Dear colleague,

The windows for charging Mg²⁺ in water can be placed by one geometric rule, and a model with two kinds of harmonic mode shows the rule in closed form.

**The general statement.** Let the ion carry charge $2\lambda e$, $0\le\lambda\le1$, with potential energy $U_\lambda$, $\beta=1/k_BT$ and canonical density $p_\lambda=e^{-\beta(U_\lambda-A_\lambda)}$. Since $A'=\langle\partial_\lambda U\rangle$, we have $\partial_\lambda\ln p_\lambda=-\beta(\partial_\lambda U-\langle\partial_\lambda U\rangle)$, and the Fisher information is

$$g(\lambda)=\beta^2\,\mathrm{var}_\lambda(\partial_\lambda U),\qquad L=\int_0^1\sqrt g\,d\lambda .$$

$L$ is the thermodynamic length. It is dimensionless and does not change when the path is reparametrised.

Thermodynamic integration (TI) estimates $\beta\Delta A$ as $\sum_i w_i\,\beta\,\overline{\partial_\lambda U}_i$, with quadrature weights $w_i$ and $n_i$ independent samples at node $i$, so its variance is $\sum_i w_i^2g_i/n_i$. For dense nodes put $n_i=\nu(\lambda_i)w_i$ with $\int\nu\,d\lambda=N$. The variance becomes $\int g/\nu\,d\lambda$, and the Cauchy–Schwarz inequality $(\int\sqrt{g/\nu}\,\sqrt\nu\,d\lambda)^2\le\int (g/\nu)\,d\lambda\int\nu\,d\lambda$ gives

$$\mathrm{var}(\beta\Delta A)\ge L^2/N .$$

Equality needs $\nu\propto\sqrt g$: with equal samples per stage, the stages are equidistant in length. A schedule uniform in $\lambda$ gives $\int g\,d\lambda/N$ instead.

The bound belongs to stage-by-stage estimation along a fixed path. It does not hold for every sampling scheme. Independent samples from the mixture $\bar p=(p_0+p_1)/2$, reweighted to both ends, give for large $N$ the value $N\,\mathrm{var}=\int(p_1-p_0)^2/\bar p\le 2\int(p_0+p_1)=4$, whatever $L$ is. The difficulty has then moved into drawing independent samples from two basins that barely overlap.

**The model.** One coordinate $y$ stands for the polarisation of the solvent, and $d$ coordinates $x_j$ for the first-shell waters, which the growing charge binds more stiffly:

$$U_\lambda=\tfrac12\kappa y^2-\lambda f y+\tfrac12k_0(1+c\lambda)\sum_{j=1}^d x_j^2,\qquad c=r-1,\quad r=k_1/k_0 .$$

It is linear in $\lambda$, like the ion–water Coulomb term of a fixed-charge force field. The Gaussian integrals give, with $E_r=f^2/2\kappa$,

$$A_\lambda-A_0=-E_r\lambda^2+\tfrac d2k_BT\ln(1+c\lambda).$$

For the metric, $\mathrm{var}(y)=k_BT/\kappa$. For a mode of stiffness $k$, $\langle x^4\rangle=3\langle x^2\rangle^2$ and $\langle x^2\rangle=k_BT/k$ give $\mathrm{var}(\beta x^2/2)=1/2k^2$. The modes are independent, so the variances add:

$$g=a^2+\frac{b^2c^2}{(1+c\lambda)^2},\qquad a^2=2\beta E_r,\quad b^2=d/2 .$$

This equals $-\beta A''$, as it must when $U$ is linear in $\lambda$. With $u=\lambda+1/c$ one has $g=a^2+b^2/u^2$, and the length up to $\lambda$ is

$$s(\lambda)=\Phi(\lambda+1/c)-\Phi(1/c),\qquad \Phi(u)=w-b\ln\frac{b+w}{au},\quad w=\sqrt{a^2u^2+b^2}.$$

The uniform schedule costs $\int g\,d\lambda=a^2+b^2(r-1)^2/r$.

The two limits are simple. With polarisation alone $L=a$, and uniform spacing in charge is optimal. With the shell alone $\sqrt g\,d\lambda=b\,d\ln k$, so

$$L=\sqrt{d/2}\,|\ln(k_1/k_0)| .$$

Equal lengths then mean force constants in geometric progression. At fixed $r$ and fixed length per stage the number of stages grows as $\sqrt d$, and the number of samples for a fixed variance of $\beta\Delta A$ grows as $d$.

**Finite numbers of stages.** Integrate in $s$ instead of $\lambda$. The integrand $\beta\,\partial_sU$ has variance $g\,(d\lambda/ds)^2=1$. The midpoint rule with $K$ nodes, weights $L/K$ and $N/K$ samples each has variance $K(L/K)^2/(N/K)=L^2/N$, exactly and for every $K$. Dense stages are needed only to remove the quadrature bias. In the two limits even that vanishes, because the mean integrand is linear in $s$ (polarisation) or constant (shell).

Exponential averaging does need short stages. Sample at $\lambda_i$ and average $e^{-\beta\Delta U}$ towards $\lambda_{i+1}$. With $\rho=k_{i+1}/k_i$, one shell mode has $\langle e^{-\beta\Delta U}\rangle=\rho^{-1/2}$ and $\langle e^{-2\beta\Delta U}\rangle=(2\rho-1)^{-1/2}$, and the $y$ mode contributes a factor $e^{a^2\Delta\lambda^2}$ to the ratio $\langle e^{-2\beta\Delta U}\rangle/\langle e^{-\beta\Delta U}\rangle^2$. The relative variance per sample is therefore

$$v_i=e^{a^2\Delta\lambda^2}\left[\frac{\rho^2}{2\rho-1}\right]^{d/2}-1,\qquad \rho>\tfrac12 ,$$

and for many samples per stage $N\,\mathrm{var}=K\sum_iv_i$. For a short stage of length $\ell_i$, $v_i\to\ell_i^2$. The sum $K\sum\ell_i^2$ with $\sum\ell_i=L$ is smallest, and equal to $L^2$, for equal $\ell_i$. This recovers the general statement and shows that "dense" means $\ell$ well below one.

**Numbers.** At 298.15 K, $k_BT=2.479$ kJ/mol. The typical coordination of Mg²⁺ is six waters, and their translations give $d=18$, $b=3$. I assume $r=20$, so $c=19$, and I assume $E_r=1900$ kJ/mol. The shell then contributes $+66.8$ kJ/mol and $\Delta A=-1833$ kJ/mol. $E_r$ was chosen to put this total near the typical hydration free energy of about $-1830$ kJ/mol, a value that depends on the single-ion convention, so the closeness tests nothing. All numbers that follow are the model's.

| Modes | $L$ | $L^2$ | $\int g\,d\lambda$ |
|---|---|---|---|
| polarisation | 39.15 | 1533 | 1533 |
| shell | 8.99 | 80.8 | 162.45 |
| both | 40.97 | 1679 | 1695 |

For the shell alone, uniform spacing costs 2.01 times the optimum. In the full model it costs only 1.0 % more, because the constant term $a^2$ dominates. Lengths of independent modes combine inside the root: here $\Phi(20/19)=41.10$ and $\Phi(1/19)=0.13$, so the shell adds less than two units to $L$. With $N=10^4$ independent samples the optimal standard deviation is $k_BT\,L/\sqrt N=1.02$ kJ/mol. For $K=41$ the leading midpoint bias, $-(h^2/24)[m'(L)-m'(0)]\,k_BT$ with $h=L/K$ and $m(s)=\beta\,dA/ds$, is about $+0.05$ kJ/mol, far smaller.

The schedule differs from the uniform one mostly at low charge: $\sqrt g$ is 69.2 at $\lambda=0$ and 39.3 at $\lambda=1$. Half the length is reached at $\lambda=0.479$. For 41 stages the equidistant schedule puts its first interior node at 0.0158 instead of 0.0244 and its last at 0.9745. Its $v$ is 1.39 in the first stage and 1.71 in the last, whereas the uniform schedule has 5.44 and 1.50. The rule mainly repairs the weakest stage.

The approach to the dense limit is seen in the polarisation mode, where $N\,\mathrm{var}/L^2=(e^{\ell^2}-1)/\ell^2$ with $\ell=a/K$ for exponential averaging:

| $K$ | 20 | 40 | 80 | 160 |
|---|---|---|---|---|
| $\ell$ | 1.96 | 0.98 | 0.49 | 0.24 |
| $N\,\mathrm{var}/L^2$ | 11.8 | 1.68 | 1.13 | 1.03 |

For the shell alone, nine geometric stages have $\rho=20^{1/9}=1.395$ and $N\,\mathrm{var}=81v=90.8$ towards the stiffer state, against $L^2=80.8$. In the opposite direction $\rho$ is inverted and $N\,\mathrm{var}=292$. The metric is symmetric, but finite one-sided stages are not.

The $\sqrt d$ law matters more in a crystal, where every mode takes part. A periodic 216-atom silicon cell has 645 vibrational modes. If a switch between two harmonic references scales all force constants by an assumed factor of 2, then $L=12.4$.

**What carries over to a simulation.** For any $U$ linear in $\lambda$, $g=-\beta A''$ gives $\int g\,d\lambda=\beta[\langle\partial_\lambda U\rangle_0-\langle\partial_\lambda U\rangle_1]$. The two end states thus fix the cost of the uniform schedule and an upper bound on $L^2$. The shape of $g$ has to come from short pilot runs. The model keeps $\mathrm{var}(y)$ fixed, so it omits dielectric saturation and the contraction of the shell. These could bend $g$ more than the stiffening does, and the 1.0 % must not be read as a property of water. A static potential at the neutral cavity shifts $\langle\partial_\lambda U\rangle$ by a constant and leaves $g$ unchanged.

Two further effects exceed that 1.0 %. With Ewald summation in a cubic box of edge $D$, the ion's self-term $\xi(2e)^2/(8\pi\varepsilon_0D)$, with the lattice constant $\xi\approx-2.837$, is added analytically and carries no noise. For an assumed $D=30$ Å it is $-263$ kJ/mol. In a solvent of high permittivity the sampled $E_r$ is smaller by about the magnitude of this term, which shortens $a$ by 7 %. Second, successive configurations are correlated. If $\eta(\lambda)$ stored frames make one independent sample, $g$ is replaced by $g\eta$ throughout, and the optimal effort goes as $\sqrt{g\eta}$. The residence time of first-shell water at full charge is typically of the order of microseconds, so a window at high charge that starts with the wrong coordination number can keep it for the whole run. That produces a bias which no estimate of $g$ from the same run will reveal, and it is the reason to compare schedules run upward and downward in charge.